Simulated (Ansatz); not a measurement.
# Ge vacancies in a strained Si-substituted germanene monolayer: PBE site energies against bond length and Si neighbours

By the usual rule of thumb, a vacancy costs what the bonds to the missing atom were worth, and short bonds are worth more than long ones. In a random alloy the rule would decide which sites lose an atom most easily, and so where the defects that trap or scatter carriers are likely to sit. It is tested here on five Ge sites of one germanene layer with Si on part of the Ge sites, at +4 % biaxial strain, with PBE. Each energy is that of the relaxed cell with one Ge atom missing, less that of the cheapest vacancy in the table, site 35. Since every vacancy starts from the same cell and removes the same element, these differences are also differences in formation energy.

## Systems and settings

One cell of 288 atoms: 1 layer of germanene (a = 4.03 Å), 12 x 12 cells, biaxial strain +4 %; 16 Å of vacuum; 60 of 288 Ge replaced by Si at random; minimised with a classical potential. The atoms were relaxed in DFT in the fixed cell. Then one Ge atom at a time was taken out and the atoms were relaxed again, in the neutral cell. Ansatz 0.2.0: Kohn-Sham DFT with PBE, PAW potentials, plane waves to 420 eV, k-points Γ alone, Gaussian smearing of 0.025 eV, no spin polarisation, no spin-orbit coupling. The same in all rows: bonded neighbours of the site before the change: 3.00; atoms within 6 Å of the site: 12.000; bonds in the whole cell after the relaxation (pairs nearer than 1.2 times the sum of covalent radii), less the fewest in the table: 0.00.

Notes on method and selection:

- Cells built by rule (random alloys, stacks, cuts and interfaces) are models; they needn't be known phases.
- All rows have the same composition, so no chemical potential enters.
- Coordination, neighbours and distances describe the site before the change; the relaxation can make or break bonds.
- The axis was chosen among three site descriptors as the one that ranks the energies best, so a fit on it is flattered.
- Runs that did not converge, have known faults or may not be shown are not listed, and runs on Ansatz's PAW sets soft_1 and soft_2 are kept to separate tables.

Columns:

- bond length (Å): mean distance from the site to its bonded neighbours before the change.
- neighbours: the bonded neighbours.
- largest move (Å): largest displacement of an atom in the relaxation.
- site energy (eV): free energy of the relaxed cell less that of the lowest site in the table.

## Computed values

| member | bond length (Å) | neighbours | largest move (Å) | site energy (eV) |
| --- | --- | --- | --- | --- |
| site 288 | 2.453 | Si3 | 0.34 | 0.783 |
| site 165 | 2.486 | Si2Ge | 0.49 | 0.475 |
| site 213 | 2.499 | SiGe2 | 0.25 | ? |
| site 7 | 2.512 | Ge3 | 0.75 | 0.040 |
| site 35 | 2.528 | Ge3 | 0.69 | 0.000 |

Cells marked ? are withheld until the estimate has been made.

## Mechanism

Among the four sites with a shown energy, the vacancy becomes cheaper as the bonds around the site become longer. From site 288 to site 35 the mean bond length grows by 0.075 Å and the energy falls by 0.783 eV, an average slope of −0.783 / 0.075 = −10.4 eV/Å. Every site had three bonds, so the number of bonds cut plays no part in the differences.

The fall is uneven, and the neighbours column suggests why. Between sites 165 and 7, where two Si neighbours give way to Ge, the slope is (0.040 − 0.475) / 0.026 = −16.7 eV/Å. Between sites 7 and 35, both with three Ge neighbours, it is only (0.000 − 0.040) / 0.016 = −2.5 eV/Å. Bond length thus seems to act largely as a label for the kind of neighbour, though a single pair with equal neighbours is thin evidence.

The chemistry has the right sign. Si is smaller than Ge and binds more strongly to a Ge atom than another Ge does, so a Si neighbour both shortens the mean bond and raises the cost of cutting it. The two Ge3 sites average (0.040 + 0.000) / 2 = 0.020 eV and the Si3 site lies at 0.783 eV, which gives (0.783 − 0.020) / 3 = 0.254 eV per Si neighbour.

Relaxation may add to the difference. The largest move is 0.69 to 0.75 Å at the Ge3 sites, against 0.34 and 0.49 Å at sites 288 and 165. A stronger rearrangement around the Ge3 vacancies would lower their energy further, but the displacement of one atom does not give the energy gained.

Bond length was chosen as the best-ranking of three descriptors, and five sites are a small sample of the 288 − 60 = 228 Ge atoms in the cell. The order found here may therefore be less strict over the whole layer.

## Blind estimate

Plain estimates from the members shown:

- site 213, straight-line interpolation between site 165 and site 7: w = (2.499 − 2.486) / (2.512 − 2.486) = 0.500, so 0.475 + 0.500 × (0.040 − 0.475) = 0.257 eV

Site 213 has one Si and two Ge neighbours. Two routes can be tried on site 165, leaving its own energy out. Interpolation in bond length between sites 288 and 7 gives 0.783 − (0.033 / 0.059) × 0.743 = 0.367 eV, which is too low by 0.475 − 0.367 = 0.108 eV. Interpolation in the number of Si neighbours gives 0.020 + 2 × 0.254 = 0.528 eV, which is too high by 0.528 − 0.475 = 0.053 eV. The count of Si neighbours is therefore used.

One Si neighbour lies midway between the Ge3 mean and site 165, so the estimate is (0.020 + 0.475) / 2 = 0.248 eV. The plain interpolation in bond length, 0.257 eV, is almost the same.

The largest move at site 213, 0.25 Å, is the smallest in the table. A weaker relaxation would put the energy above the estimate, but the columns give no size for this, and no shift is made.

For the error, the step per Si neighbour from the Ge3 mean to site 165, (0.475 − 0.020) / 2 = 0.228 eV, is carried on to site 288. It gives 0.020 + 3 × 0.228 = 0.704 eV, a miss of 0.783 − 0.704 = 0.079 eV. Sites with equal neighbours can also differ, as the 0.040 eV between sites 7 and 35 shows. Together these give √(0.079² + 0.040²) = 0.09 eV.

**Committed estimate, site 213: site energy = 0.25 ± 0.09 eV.**

## The withheld result

| member | bond length (Å) | neighbours | largest move (Å) | site energy (eV) |
| --- | --- | --- | --- | --- |
| site 213 | 2.499 | SiGe2 | 0.25 | 0.248 |

| member | estimate | site energy (eV) | computed | estimate − computed | miss in error bars |
| --- | --- | --- | --- | --- | --- |
| site 213 | committed | 0.250 | 0.248 | +0.002 | 0.0 |
| site 213 | interpolation | 0.257 | 0.248 | +0.009 |  |

The computed 0.248 eV lies well inside the error bar of the estimate, 0.25 ± 0.09 eV, and only 0.002 eV below its centre. Interpolation in bond length misses by 0.009 eV. Both misses are smaller than the 0.040 eV between the two Ge3 sites, so this result does not favour either route.

The argument from the number of Si neighbours held. The first Si neighbour costs 0.248 − 0.020 = 0.228 eV above the Ge3 mean, and the second 0.475 − 0.248 = 0.227 eV. The third costs more, 0.783 − 0.475 = 0.308 eV.

The argument from relaxation failed. Site 213 has the smallest largest move, yet it gains about as much energy on relaxing as site 35. The gain is in fact similar at all five sites, so most of the site preference is already there before the atoms move. That fits a cost set by the bonds cut, with Ge–Si bonds stronger than Ge–Ge bonds.

## Where the trend breaks

No site breaks the order, but a straight line in bond length d leaves clear departures. The least-squares line through all five sites is roughly E ≈ 0.26 − 11 × (d − 2.5), with E in eV and d in Å.

Site 7 lies farthest from it, about 0.085 eV below. Its bonds are 0.016 Å shorter than those of site 35, for which the line asks 0.18 eV more, but both sites have three Ge neighbours and their energies differ by only 0.040 eV. A slightly larger gain on relaxation at site 7 has the right sign, but covers only a small part of the departure.

Site 165 lies about 0.058 eV above the line and site 35 about 0.055 eV above it. Site 165 has two Si neighbours, and its energy follows them more closely than its mean bond length. At site 35 the long bonds would call for an energy below that of site 7 by much more than is found. All three departures have the sign expected if the kind of neighbour matters more than the stretch of the bonds.

## Rules of thumb and their limits

For the five three-bonded Ge sites computed here, the vacancy energy roughly follows E ≈ 0.01 + 0.25 × n, in eV above site 35, where n is the number of Si neighbours. When each site is predicted from a line through the other four, the typical miss is 0.04 eV, against about 0.3 eV for the mean of the others.

In practice, vacancies should collect where Ge is surrounded by Ge. At 600 K, where kT is about 0.052 eV, one Si neighbour fewer favours a site by exp(0.25 / 0.052) ≈ 120 in equilibrium, vibrations aside. The typical miss changes this by a factor of about two.

Neither spin polarisation nor spin–orbit coupling is expected to rival the 0.783 eV spread. At Γ every vacancy cell has a gap and no partly filled levels, which makes a magnetic moment less likely, though runs without spin cannot rule one out. Spin–orbit shifts should largely cancel between sites.
